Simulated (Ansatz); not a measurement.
## A series in volume scale on Re

Plane-wave DFT, scalar-relativistic PAW made under PBE with cores redone for the functional, no dispersion; the given relaxed cell is scaled uniformly, energy at zero smearing counts from the unscaled cell, pressure at the given Fermi-Dirac smearing is positive in compression. The results are calculated, by Ansatz 0.2.0.

The cell before it is scaled or strained (space group Fd-3m, No. 227):
```
cell vectors (Å)
   0.0000     2.8079     2.8079
   2.8079     0.0000     2.8079
   2.8079     2.8079     0.0000
atoms (fractions of the cell vectors)
Re  0.12500  0.12500  0.12500
Re  0.87500  0.87500  0.87500
```

Settings of every row: spin polarised no; functional r2SCAN; wave cutoff 500 eV; smearing width 0.1 eV; k mesh 11x11x11.

Atom starting moment: 0 on all atoms.

Limits: no spin-orbit coupling, which can matter with elements this heavy; the cell comes from a prototype or a list of computed structures and needn't be the stable phase.

```
row  volume scale  V (Å³/atom)  pressure (GPa)  energy change per atom (meV)
  1          0.88       19.482           31.42                        231.68
  2          0.92       20.367           18.69                         94.89
  3          0.96       21.253               ?                             ?
  4          1.04       23.024           -6.91                         20.37
  5          1.08       23.909          -12.49                         74.95
  6          1.12       24.795          -17.01                        157.35
```

Question: what pressure and energy change per atom should row 3 give?

Worked fit of pressure. Take u = (V_r/V)^(2/3) − 1 with V_r = 23.024 Å³ an atom, which is twice the finite (Eulerian) strain; such expansions in the strain, on which the Birch-Murnaghan equation of state is built, carry the rest volume and the bulk modulus. The shown rows have u = 0.1178, 0.08518, 0, -0.02483, -0.0482. Least squares give pressure = −6.96 + 241.744 × u + 709.68 × u² GPa; a straight line predicts inner rows, each left out in turn, worse (root mean square 2 against 0.13 GPa). The rows lie off it by 0.05, -0.09, 0.05, 0.03, -0.05 (root mean square 0.057 GPa). The pressure vanishes at u = 0.0267, or V = 22.13 Å³ an atom, and there the bulk modulus at fixed shape and fractions is B = −V dP/dV = (2/3)(1 + u) dP/du = 191 GPa. The withheld row has u = 0.05481, so the fit gives −6.96 + 241.744 × (0.05481) + 709.68 × (0.05481)² = 8.42 GPa.

The calculation gave 8.35 GPa. The fit lies 0.07 GPa (0.14 % of the column's range) above it; its largest miss of a shown row is 0.09 GPa.

Worked fit of energy change per atom. Take u = (V_r/V)^(2/3) − 1 with V_r = 23.024 Å³ an atom, which is twice the finite (Eulerian) strain; such expansions in the strain, on which the Birch-Murnaghan equation of state is built, carry the rest volume and the bulk modulus. The shown rows have u = 0.1178, 0.08518, 0, -0.02483, -0.0482. Least squares give energy change per atom = 20.215 − 1501.516 × u + 27969.42 × u² meV; a straight line predicts inner rows, each left out in turn, worse (root mean square 79 against 0.5 meV). The rows lie off it by 0.22, -0.36, 0.16, 0.21, -0.22 (root mean square 0.24 meV). Its lowest point lies at u = 0.0268, or V = 22.13 Å³ an atom, and the curvature there gives the bulk modulus at fixed shape and fractions, B = (4/9)(1 + u)² E″(u)/V = 190 GPa. The withheld row has u = 0.05481, so the fit gives 20.215 − 1501.516 × (0.05481) + 27969.42 × (0.05481)² = 21.94 meV.

The calculation gave 21.64 meV. The fit lies 0.30 meV (1.4 % of the value, 0.14 % of the column's range) above it; its largest miss of a shown row is 0.36 meV.
